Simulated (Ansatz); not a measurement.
Abstraction of H: C2H7Sb + GeH2F → C2H6Sb + GeH3F

Species: C2H7Sb `C[CH2][SbH2]`, singlet; GeH2F `[F][GeH2]`, doublet; C2H6Sb `C[CH2][SbH]`, doublet; GeH3F (fluorogermane) `[F][GeH3]`, singlet. A radical takes H: the energy is the difference in strength between the Sb–H bond broken and the Ge–H bond made.

Shapes, held fixed at every level: PBE0-D4/def2-TZVP. Flexible molecules stand in one conformer, not always the lowest. Programs: Ansatz 0.2.0. The zero-point and thermal change to 298 K, harmonic and unscaled (PBE0-D4/def2-TZVP), is +3.4 kJ/mol.

**Question.** Estimate ΔH(298 K) of this reaction.

**Answer.** The highest level, CCSD(T)/def2-TZVPP, gives ΔH(298 K) = -80.6 kJ/mol; the levels span -89.0 to -70.5. The column of differences is taken from that level and isn't an error. No measured value is set beside it here. Open shells run unrestricted. For atoms past krypton def2 sets carry core potentials with scalar relativity. Relativity is left out for Ge. Outer-core shells of Ge, Sb are correlated in most correlated rows, in sets that cover them unevenly.

| level | kind | ΔH(298 K) (kJ/mol) | less CCSD(T)/def2-TZVPP |
| --- | --- | --- | --- |
| MP2/def2-SVP | perturbation theory | -88.7 | -8.1 |
| r2SCAN-D4/def2-TZVPP | meta-GGA | -71.5 | +9.1 |
| B3LYP-D4/def2-TZVPP | global hybrid | -70.5 | +10.1 |
| wB97M-V/def2-TZVPP | range-separated hybrid | -75.2 | +5.4 |
| wB97X-V/def2-TZVPP | range-separated hybrid | -77.0 | +3.6 |
| B2PLYP/def2-TZVPP | double hybrid | -77.1 | +3.5 |
| CCSD/def2-SVP | coupled cluster or CI | -89.0 | -8.4 |
| CCSD(T)/def2-TZVPP | coupled cluster or CI | -80.6 | 0.0 |

Every level makes hydrogen transfer from antimony to germanium strongly exothermic, so the Ge–H bond formed is clearly stronger than the Sb–H bond broken. The main reason is probably orbital size: the diffuse 5p shell of antimony overlaps less well with hydrogen 1s than the more compact 4s/4p valence shell of germanium. The positive zero-point and thermal change fits this picture, since a stiffer Ge–H bond replaces a softer Sb–H bond and slightly reduces the heat released.

The direction of the reaction is secure, but its magnitude is less so. All the density functionals, including the double hybrid, give a less exothermic reaction than CCSD(T), while both wavefunction results in the smaller basis give a more exothermic one. MP2 and CCSD nearly coincide in that basis, which suggests that basis incompleteness contributes to their shift, although CCSD also lacks the triples. Without the corresponding reaction of unsubstituted germyl, the influence of fluorine on the driving force can't be isolated.
